# Residual resistivity of a Friedel virtual bound state: a wrong calculation for a magnetic solute, and its repair

## 1. Model and conventions

**Host.** Ag as a spherical free-electron gas, one electron per atom, fcc, $a\approx0.409$ nm (approximate). Then $n=4/a^3=5.85\times10^{28}$ m$^{-3}$ and $k_F=(12\pi^2)^{1/3}/a=12.01$ nm$^{-1}$. The necks of the real Fermi surface are ignored.

**Solute.** Atomic fraction $c\ll1$, density $n_i=cn$, independent elastic scatterers. Phase shifts $\delta_{l\sigma}$ are taken at $E_F$, relative to the pure host, on the branch where a resonance drives $\delta$ from $0$ to $\pi$.

**Boltzmann equation.** For isotropic elastic scattering the relaxation-time form is exact: $1/\tau=n_iv_F\sigma_{tr}$. With $\rho=m/(ne^2\tau)$ and $mv_F=\hbar k_F$,

$$\Delta\rho=\frac{\hbar k_F}{ne^2}\,n_i\,\sigma_{tr},\qquad \sigma_{tr}=2\pi\int_{-1}^{1}(1-\mu)\,|f|^2\,d\mu ,$$

where $\mu$ is the cosine of the scattering angle and $f=k_F^{-1}\sum_l(2l+1)e^{i\delta_l}\sin\delta_l\,P_l(\mu)$. The integral gives

$$\sigma_{tr}=\frac{4\pi}{k_F^2}\,\mathcal S,\qquad \mathcal S=\sum_l(l+1)\sin^2(\delta_l-\delta_{l+1}).$$

Since $n_i/n=c$, $\Delta\rho=\rho_1\mathcal S$ with $\rho_1=4\pi\hbar c/(e^2k_F)=43.0$ n$\Omega$ m for $c=0.01$. All resistivities below are per at.% unless stated. Note $\rho_1\propto a$. With the compiled expansion coefficient $18.9\times10^{-6}$ K$^{-1}$ (293 K; Kaye and Laby Online, NPL), which falls on cooling, contraction to low temperature lowers $\rho_1$ by less than 0.55 %.

**Friedel sum, per spin.** The number of electrons displaced in spin channel $\sigma$ is

$$\Delta N_\sigma=\frac1\pi\sum_l(2l+1)\,\delta_{l\sigma},\qquad \Delta N_\uparrow+\Delta N_\downarrow=\Delta Z .$$

**Only $l=2$ resonant.** The terms $l=1$ and $l=2$ of $\mathcal S$ survive: $\mathcal S=(2+3)\sin^2\delta_2$, so $\sigma_{tr}=(20\pi/k_F^2)\sin^2\delta_2$. The unitarity value is $\rho_u=5\rho_1=215$ n$\Omega$ m. If the solute carries **no moment**, $\delta_{2\uparrow}=\delta_{2\downarrow}=\pi N_d/10$ and

$$\Delta\rho=\frac{\hbar k_F}{ne^2}\,n_i\,\frac{20\pi}{k_F^2}\sin^2\frac{\pi N_d}{10},$$

one peak at half filling, $N_d=5$.

## 2. The sp series: Cd, In, Sn, Sb in Ag

These solutes keep the $4d^{10}$ shell as a core, have $\Delta Z=1,2,3,4$, and carry no moment. No narrow resonance lies at $E_F$. Let a fixed fraction $w_l$ of the screening charge sit in channel $l$: $\delta_l=\pi w_l\Delta Z^*/[2(2l+1)]$. While $\sin x\approx x$,

$$\Delta\rho\simeq b\,\Delta Z^{*2},$$

the Linde–Norbury law. It needs small phase-shift differences and $w_l$ independent of the solute.

**Size correction (Blatt).** An oversized solute pushes host ions out through a distant sphere, so less charge is to be screened: $\Delta Z^*=\Delta Z-\Omega_{sf}/\gamma$. Here $\Omega_{sf}=d\ln V/dc$, and the Eshelby factor $\gamma=1+4G/3K$ converts the volume change of the free crystal into the local one. From the compiled room-temperature constants $C_{11}=123.99$, $C_{12}=93.67$, $C_{44}=46.12$ GPa (Blaschke): $K=(C_{11}+2C_{12})/3=103.78$ GPa, Voigt $G=(C_{11}-C_{12}+3C_{44})/5=33.74$ GPa, $\gamma=1.433$. The Reuss average, $G=25.38$ GPa, gives $\gamma=1.326$ and lowers $\Delta Z^*$ by at most 0.025. The $\Omega_{sf}$ below are approximate inputs.

**Weights.** Illustrative $w=(0.30,0.45,0.25)$ for $s,p,d$. Then $\delta_{0,1,2}=(0.15,\,0.075,\,0.025)\,\pi\Delta Z^*$, the small-angle limit is $\mathcal S=0.0125\,\pi^2\Delta Z^{*2}$, and $b=5.3$ n$\Omega$ m.

| solute | $\Omega_{sf}$ | $\Delta Z^*$ | $b\Delta Z^{*2}$ (n$\Omega$ m) | full $\rho_1\mathcal S$ (n$\Omega$ m) |
|---|---|---|---|---|
| Cd | 0.15 | 0.90 | 4.3 | 4.2 |
| In | 0.24 | 1.83 | 18 | 17 |
| Sn | 0.32 | 2.78 | 41 | 37 |
| Sb | 0.45 | 3.69 | 72 | 61 |

Saturation of the sines puts Sb 15 % under the parabola. The exponent $p$ of $\Delta\rho\propto\Delta Z^{*p}$ taken between Cd and Sb is 1.9.

**Problem.** Each of four 1 at.% alloys also holds 0.01 at.% Mn. Dilute contributions add (Matthiessen). The Mn part must be computed and subtracted to recover the sp series. Mn has seven $3d4s$ electrons, so $\Delta Z=6$, and it is magnetic in Ag. Illustrative inputs: $N_d=5.4$ and moment $M=4.2$ in units of $\mu_B$ (spin only, $g=2$). The other 0.6 electron sits in $s,p$ waves and is ignored until Section 7.

## 3. The attempt (WRONG; kept only to be taken apart)

1. Only $l=2$ scatters: $\Delta\rho=\rho_u\sin^2\delta_2$.
2. Ten $d$ states, so $N_d=10\,\delta_2/\pi$ and $\delta_2=0.54\pi$.
3. $\sin^2\delta_2=0.984$.
4. $\Delta\rho_{\rm Mn}=212$ n$\Omega$ m **(wrong)**, which is 3.5 times the Sb entry.
5. Subtract $2.1$ n$\Omega$ m **(wrong)** from each alloy.

## 4. Symptoms

**(a) An input went unused.** $M$ appears nowhere. The $d$-wave moment is $M=5(\delta_{2\uparrow}-\delta_{2\downarrow})/\pi$. One common $\delta_2$ means $M=0$, against the premise $M=4.2$.

**(b) A limit fails.** Take $N_\uparrow=5$, $N_\downarrow=0$. Then $\delta_\uparrow=\pi$, $\delta_\downarrow=0$: one resonance far below $E_F$, one far above, and no $d$ scattering at all. The attempt sees $N_d=5$ and returns the maximum, $\rho_u$.

**(c) The state used is unstable.** For a Lorentzian level of half-width $\Delta$ at $E_\sigma$,

$$N_\sigma=\frac{5\delta_\sigma}{\pi},\qquad \cot\delta_\sigma=\frac{E_\sigma-E_F}{\Delta},\qquad \frac{\partial N_\sigma}{\partial E_\sigma}=-\frac{5}{\pi\Delta}\sin^2\delta_\sigma .$$

Mean-field exchange: $E_{\uparrow,\downarrow}=E_0\mp I M/2$. A small trial moment returns multiplied by

$$\eta=\frac{5I}{\pi\Delta}\sin^2\delta_2 ,$$

and the unsplit state survives only for $\eta<1$. The inputs fix $I/\Delta$. With $N_\uparrow=4.8$ and $N_\downarrow=0.6$: $\cot\delta_\uparrow=-7.92$, $\cot\delta_\downarrow=2.53$, splitting $IM=10.44\,\Delta$, so $I/\Delta=2.49$. For the unsplit level placed to hold $N_d=5.4$, $\eta=3.9$. The same $\sin^2\delta_2$ sets the resistivity and $\eta$: the unsplit state is least stable exactly where its resistivity peaks.

## 5. The faulty line

Line 2. The factor 10 is $2\times5$, and the 2 assumes $\delta_{2\uparrow}=\delta_{2\downarrow}$. The sum rule holds per spin:

$$\delta_{2\sigma}=\frac{\pi N_\sigma}{5},\qquad N_{\uparrow,\downarrow}=\frac{N_d\pm M}{2}.$$

The attempt averages the phase shifts and then takes $\sin^2$. The physics takes $\sin^2$ and then averages.

## 6. The mended calculation

**How the channels combine.** Treat the moment as static, along a unit vector $\hat{\mathbf n}$; $\uparrow,\downarrow$ refer to that axis. With $t_\sigma=e^{i\delta_\sigma}\sin\delta_\sigma$, the $l=2$ amplitude is a spin matrix,

$$T=A+B\,\hat{\mathbf n}\cdot\boldsymbol\sigma,\qquad A=\tfrac12(t_\uparrow+t_\downarrow),\quad B=\tfrac12(t_\uparrow-t_\downarrow).$$

The rate summed over final spin follows from

$$T^\dagger T=|A|^2+|B|^2+2\,\mathrm{Re}(A^*B)\,\hat{\mathbf n}\cdot\boldsymbol\sigma .$$

In zero field the axes are random and the last term averages out. What remains is $|A|^2+|B|^2=\tfrac12(\sin^2\delta_\uparrow+\sin^2\delta_\downarrow)$, the same for every electron. The current-carrying distribution therefore stays unpolarised, and **rates are averaged**:

$$\boxed{\Delta\rho=\frac{\rho_u}{2}\left[\sin^2\frac{\pi N_\uparrow}{5}+\sin^2\frac{\pi N_\downarrow}{5}\right]=\frac{\rho_u}{2}\left[1-\cos\frac{\pi N_d}{5}\cos\frac{\pi M}{5}\right]}$$

Checks. $M=0$ restores $\rho_u\sin^2(\pi N_d/10)$. $N_d=M=5$ gives zero, curing symptom (b). For a fully split series (majority filled first) the single peak becomes two, at $N_d=2.5$ and $7.5$, each of height $\rho_u/2=107$ n$\Omega$ m, with a minimum at half filling.

**Numbers.** $\delta_\uparrow=0.96\pi$, $\delta_\downarrow=0.12\pi$; $\sin^2\delta_\uparrow=0.0157$, $\sin^2\delta_\downarrow=0.1355$; mean $0.0756$. Define $\rho_\sigma=\rho_u\sin^2\delta_\sigma$: $\rho_\uparrow=3.4$, $\rho_\downarrow=29.1$ n$\Omega$ m. The model gives

$$\Delta\rho_{\rm Mn}=16\ \text{n}\Omega\,\text{m per at.\%},$$

beside In on the sp scale, not above Sb. The amount to subtract for 0.01 at.% is 0.16 n$\Omega$ m.

**A second trap.** Parallel conduction applies only when all moments are aligned. Then spin along the common axis is conserved, each channel holds $n/2$ carriers and has resistivity $2\rho_\sigma$, and $\Delta\rho=2\rho_\uparrow\rho_\downarrow/(\rho_\uparrow+\rho_\downarrow)=6.1$ n$\Omega$ m when nothing else scatters. That is the field-saturated value, not the zero-field one.

## 7. Neglected terms

**Background $s,p$ shifts.** Put 0.3 electron in each, unpolarised: $\delta_0=0.15\pi$, $\delta_1=0.05\pi$. Average $\mathcal S_\sigma=\sin^2(\delta_0-\delta_1)+2\sin^2(\delta_1-\delta_{2\sigma})+3\sin^2\delta_{2\sigma}$ over $\sigma$. The mended value rises by 18 %, to 19 n$\Omega$ m; the wrong one moves to 217 n$\Omega$ m; their ratio is 11.

**Quantum spin.** The spin-dependent part is $|B|^2=\tfrac14\sin^2(\delta_\uparrow-\delta_\downarrow)=0.058$, which is 77 % of the mended total. For a free quantum spin, lowest-order exchange scattering scales as $S(S+1)$, not $S^2$. With $S=M/2=2.1$ this adds about $|B|^2/S$, or 37 % of the total. Higher orders bring the Kondo logarithm.

**Temperature window.** The split formula needs $T\gg T_K$, or moments frozen at random by their mutual coupling. For Mn in Ag and Cu, $T_K$ is typically far below 1 K, so liquid-helium temperature qualifies. For $T\ll T_K$ a fully screened moment gives a spin-symmetric Fermi liquid, and $\delta_2=\pi N_d/10$ becomes the right starting point again. The unsplit formula is thus correct for non-magnetic solutes and for the screened ground state, and wrong in between.

**Inputs.** The mended value sits in the tails of both resonances and is sensitive to $M$. Ratio of wrong to mended: 4.6 for $M=3.5$ and 32 for $M=4.6$ at $N_d=5.4$; 5.2 if all screening is forced into $d$ waves with $N_d=6$, $M=4$. The mended number is uncertain by some tens of per cent even at fixed inputs. The error of the attempt is a factor of several or more throughout this range.

## 8. Size of the error

Subtracting the two formulas,

$$\Delta\rho_{\rm wrong}-\Delta\rho_{\rm right}=-\rho_u\cos\frac{\pi N_d}{5}\,\sin^2\frac{\pi M}{10}.$$

- It vanishes for $M=0$. For Cd, In, Sn and Sb themselves the spin channels are identical and the error is **exactly zero**: the table of Section 2 stands.
- It is positive for $2.5<N_d<7.5$ and negative outside, and second order in $M$ for small moments.
- For the model Mn it is 195 n$\Omega$ m per at.%, a factor 13.

In the four alloys the attempt over-subtracts 1.95 n$\Omega$ m from each:

| alloy (1 at.%) | model $\Delta\rho$ (n$\Omega$ m) | after wrong subtraction (n$\Omega$ m) | relative error |
|---|---|---|---|
| Ag–Cd | 4.2 | 2.3 | $-46$ % |
| Ag–In | 17 | 15 | $-11$ % |
| Ag–Sn | 37 | 35 | $-5$ % |
| Ag–Sb | 61 | 59 | $-3$ % |

A constant offset hurts the weakest scatterer most. The Cd–Sb exponent moves from 1.9 to 2.3, and a plot against $\Delta Z^{*2}$ acquires a spurious negative offset. An exponent above 2 is itself suspect in this model, since $\sin^2x/x^2$ decreases on $0<x<\pi$ and saturation can only push $p$ below 2.

**Same error in a wiring metal.** Cu(Mn) alloy layers serve to form diffusion barriers in Cu interconnects, and Mn left in solution adds resistivity. Take $a\approx0.361$ nm: $k_F=13.60$ nm$^{-1}$, $\rho_u=190$ n$\Omega$ m. Illustrative occupations $N_\uparrow=4.6$, $N_\downarrow=0.9$, so $N_d=5.5$ and $M=3.7$. Wrong: 185 n$\Omega$ m per at.%. Mended: 33 n$\Omega$ m, a factor 5.6 lower. For 0.1 at.% left in a line of background resistivity about 17 n$\Omega$ m (typical of bulk Cu at room temperature, used as an input), the attempt predicts an increase of 109 %, the mended model 19 %.

All these resistivities are the model's, not the materials'. The weights $w_l$ and the Mn occupations were chosen so that the model lands on the typical scales (a few n$\Omega$ m times $\Delta Z^2$ for the sp series in Ag, 10 to 20 n$\Omega$ m per at.% for Mn in Ag, about 30 for Mn in Cu), so they test nothing. What does not depend on that choice is the factor $\cos(\pi M/5)$: absent from the unsplit formula, equal to 1 for Cd, In, Sn and Sb, and negative for any $M>2.5$, where it turns the half-filling maximum into a minimum.